\section*{Harrison construction thresholds for cubic metals of valence one to four}

\subsection*{The counting rule}
With the lattice potential set to zero and the periodicity kept, the levels at a Bloch vector $\mathbf k$ are
\begin{equation}
E_{\mathbf G}(\mathbf k)=\frac{\hbar^2|\mathbf k-\mathbf G|^2}{2m},
\end{equation}
one for each reciprocal lattice vector $\mathbf G$. Band $n$ is the $n$th lowest of them. It is occupied if the $n$th nearest $\mathbf G$ lies within $k_F$ of $\mathbf k$. A point inside $n$ spheres of radius $k_F$ centred on reciprocal lattice points is therefore occupied in bands 1 to $n$. This is the Harrison construction.

Wave vectors are written $\kappa=k/(2\pi/a)$, with $a$ the cube edge, and $Z$ counts valence electrons per primitive cell. The zone volume is 4 for fcc and 2 for bcc in these units, and a full band holds two electrons per cell, so
\begin{equation}
Z=2\,\frac{4\pi\kappa_F^3/3}{V_{\rm zone}},\qquad
\kappa_F^{\rm fcc}=\left(\frac{3Z}{2\pi}\right)^{1/3}=0.782\,Z^{1/3},\qquad
\kappa_F^{\rm bcc}=\left(\frac{3Z}{4\pi}\right)^{1/3}=0.620\,Z^{1/3}.
\end{equation}

\subsection*{Thresholds}
Band $n$ starts to fill when $\kappa_F$ reaches the radius of the smallest ball that holds $n$ lattice points. Band 1 is full when the sphere passes the farthest zone corner.

For fcc, $\mathbf G=(hkl)$ is all even or all odd, with spacings $\sqrt3,\,2,\,2\sqrt2,\dots$ A ball of radius below $\sqrt2$ excludes pairs $2\sqrt2$ apart, which leaves at most two even and two odd points. The tightest pair, triangle and tetrahedron are centred on L, on K (or the equivalent U) and on W. For bcc, $h+k+l$ is even, with spacings $\sqrt2,\,2,\dots$ A ball of radius below 1 holds at most a regular tetrahedron. The pair is centred on N, the tetrahedron on P, and the equilateral triangle on $(\frac23,\frac13,\frac13)$, one third of the way along the edge from P to H.

\begin{center}
\begin{tabular}{llccl}
lattice & point & $\kappa_c$ & $Z_c$ & event\\ \hline
fcc & L $(\frac12,\frac12,\frac12)$ & 0.866 & 1.36 & band 2 starts\\
fcc & X $(1,0,0)$ & 1 & 2.09 & band 2 occupied at X\\
fcc & K $(\frac34,\frac34,0)$ & 1.061 & 2.50 & band 3 starts\\
fcc & W $(1,\frac12,0)$ & 1.118 & 2.93 & band 1 full, band 4 starts\\
fcc & X, second shell & 1.414 & 5.92 & bands 5, 6 start\\
bcc & N $(\frac12,\frac12,0)$ & 0.707 & 1.48 & band 2 starts\\
bcc & edge $(\frac23,\frac13,\frac13)$ & 0.816 & 2.28 & band 3 starts\\
bcc & P $(\frac12,\frac12,\frac12)$ & 0.866 & 2.72 & band 4 starts\\
bcc & H $(1,0,0)$ & 1 & 4.19 & band 1 full, bands 5, 6 start
\end{tabular}
\end{center}
Band 2 is empty at $\Gamma$ until $\kappa_F=\sqrt3$ (fcc) or $\sqrt2$ (bcc), beyond valence four.

\subsection*{Six metals}
The energy margin to a threshold is
\begin{equation}
\Delta=\varepsilon_0\,(\kappa_F^2-\kappa_c^2),\qquad
\varepsilon_0=\frac{h^2}{2ma^2}=\frac{150.4\ \mathrm{eV\,\mbox{\AA}^2}}{a^2}.
\end{equation}
The lattice constants below are typical room-temperature inputs, and the bands and margins are the model's.

\begin{center}
\begin{tabular}{lccccccc}
metal & $Z$ & $a$ (\AA) & $\varepsilon_0$ (eV) & $\kappa_F$ & partly filled bands & nearest listed point & $\Delta$ (eV)\\ \hline
Na, bcc & 1 & 4.29 & 8.17 & 0.620 & 1 & N & $-0.94$\\
Cu, fcc & 1 & 3.61 & 11.54 & 0.782 & 1 & L & $-1.61$\\
Ba, bcc & 2 & 5.02 & 5.97 & 0.782 & 1, 2 & edge & $-0.33$\\
Ca, fcc & 2 & 5.58 & 4.83 & 0.985 & 1, 2 & X & $-0.15$\\
Al, fcc & 3 & 4.05 & 9.17 & 1.127 & 2, 3, 4 & W & $0.19$\\
Pb, fcc & 4 & 4.95 & 6.14 & 1.241 & 2, 3, 4 & W & $1.78$
\end{tabular}
\end{center}
A bcc metal with $Z=3$ or 4 has $\kappa_F=0.895$ or $0.985$, past P and short of H, so it keeps band-1 holes at H and has electrons in bands 2 to 4.

\subsection*{The trend}
The lattice constant cancels from $\kappa_F$, so the topology depends on lattice type and $Z$ alone. It only scales the margins: with the compiled linear expansion of Al, $23.1\times10^{-6}$/K at 293 K (Kaye and Laby Online), heating by 100 K lowers $\varepsilon_0$ by 0.46\,\%.

At $Z=2$ the sphere has the volume of the zone, so it crosses the nearest faces and misses the corners. Every divalent case has band-1 holes and band-2 electrons. Since $Z_c\propto\kappa_c^3$, the ratio of filling to first contact is $(5/3)^{3/2}=2.15$ for fcc and $2^{3/2}=2.83$ for bcc. The fcc zone is the rounder one and fills by valence three, while the bcc zone has long corners at H and is still unfilled at valence four.

\subsection*{Size of the neglected potential}
Write $V(\mathbf r)=\sum_{\mathbf G} V_{\mathbf G}e^{i\mathbf G\cdot\mathbf r}$ with $V_0=0$ and the origin on an atom. A zone face opens a gap $2|V_{\mathbf G}|$, so a table entry is secure only if $|\Delta|$ well exceeds $|V_{\mathbf G}|$.

For Al the model gives $E_F=11.65$ eV, with $Z$ only 2.5\,\% above the W threshold. At W the waves $\mathbf G=(000),(200),(111),(11\bar1)$ are degenerate. The even pair and the odd pair are each coupled by $V_{200}$, and even to odd by $V_{111}$. Diagonalising the $4\times4$ matrix gives
\begin{equation}
E-E_W=-V_{200}\ (\text{twice}),\qquad V_{200}-2V_{111},\qquad V_{200}+2V_{111}.
\end{equation}
Take the typical pseudopotential values $V_{111}\approx0.24$ eV and $V_{200}\approx0.76$ eV. They stem from fits to Fermi-surface data, so what follows illustrates sizes and tests nothing. The levels are $-0.76$, $-0.76$, $0.28$ and $1.24$ eV, against $E_F-E_W=0.19$ eV. Band 1 moves down and stays full. Band 4 is emptied, and for any signs the top level is at least $|V_{200}|$. Band 3 at W lies only 0.09 eV above the unshifted $E_F$. The next shell of waves is $2\varepsilon_0=18.3$ eV higher, each coupling to it shifts a level by about $V_{200}^2/2\varepsilon_0=0.03$ eV, several add, and $E_F$ also moves at second order. First order cannot settle that point. At K the margin is 1.34 eV, larger than either coefficient.

For Na a typical $|V_{110}|\approx0.2$ eV is well below 0.94 eV and the closed surface survives. For Cu a typical gap at L of about 5 eV has a half-width of 2.5 eV, above 1.61 eV. Copper is known to have necks at L where the construction gives a closed sphere, and its $d$ bands are absent from the model. The Ca and Ba margins are tenths of an eV with $d$ states near $E_F$, so those entries are insecure. In Pb a typical $|V_{111}|$ of order 1 eV enters the W levels doubled and rivals 1.78 eV, and the metal is usually described with bands 2 and 3 only.

Silicon marks the limit of the method. Its fcc lattice carries $Z=8$, so $\kappa_F=1.563$ lies between 1.414 and $\sqrt3=1.732$. The construction predicts a metal with band-2 holes at $\Gamma$ and band-5 electrons at X, whereas the crystal potential leaves four full bands and a gap, with the conduction valleys near X.